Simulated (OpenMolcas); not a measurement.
# How basis sets differ on B2NH5 (SMILES BNB)

The species is B2NH5 (8 atoms), meant as a singlet with charge 0. As SMILES, `BNB`. Geometry: relaxed at PBE0-D4/def2-TZVP.

```xyz
8

B     0.0000    0.0000    0.0000
N     0.0000    0.0000    1.4169
B     1.1494    0.0000    2.2453
H     1.0488    0.0003   -0.5703
H    -1.0420    0.0002   -0.5884
H    -0.8998   -0.0001    1.8775
H     1.0174   -0.0002    3.4347
H     2.2253   -0.0001    1.7279
```

Quantity: the dipole moment, in D. The values are calculated.

```csv
level,kind,program,value (D),CPU time
HF/ANO-XS-MB (DKH2),Hartree–Fock,OpenMolcas,1.79,2.7 s
HF/STO-3G,Hartree–Fock,OpenMolcas,1.14,1.5 s
HF/3-21G,Hartree–Fock,OpenMolcas,1.31,1.6 s
HF/aug-cc-pVDZ,Hartree–Fock,OpenMolcas,1.13,14 s
```

The values span 1.13 to 1.79 D. Magnitudes only. Sets without polarisation functions give poor dipoles. Times are those of the runs behind each value, whatever else they computed, on shared processors of several kinds: orders of magnitude only.

The two minimal sets, STO-3G and ANO-XS-MB, lie at opposite ends of the comparison with aug-cc-pVDZ: the first gives 1.14 D against 1.13 D, the second 1.79 D. The split-valence 3-21G, though more flexible than STO-3G, is further off at 1.31 D. The near-coincidence for STO-3G is therefore probably a cancellation of errors, not a sign of a well-described density.

The molecule invites such cancellation. Nitrogen draws σ density from both borons but returns π density from its lone pair into their empty p orbitals, while the N–H hydrogen is protic and the B–H hydrogens are hydridic. The net dipole is what remains of these opposing contributions, so a modest bias in any one of them shows up strongly. Minimal sets fix the radial shape of the valence orbitals, and different contractions can bias the balance differently. Scalar relativity is negligible for such light atoms and cannot explain the ANO-XS-MB value. The comparison doesn't show how far electron correlation would shift the dipole.
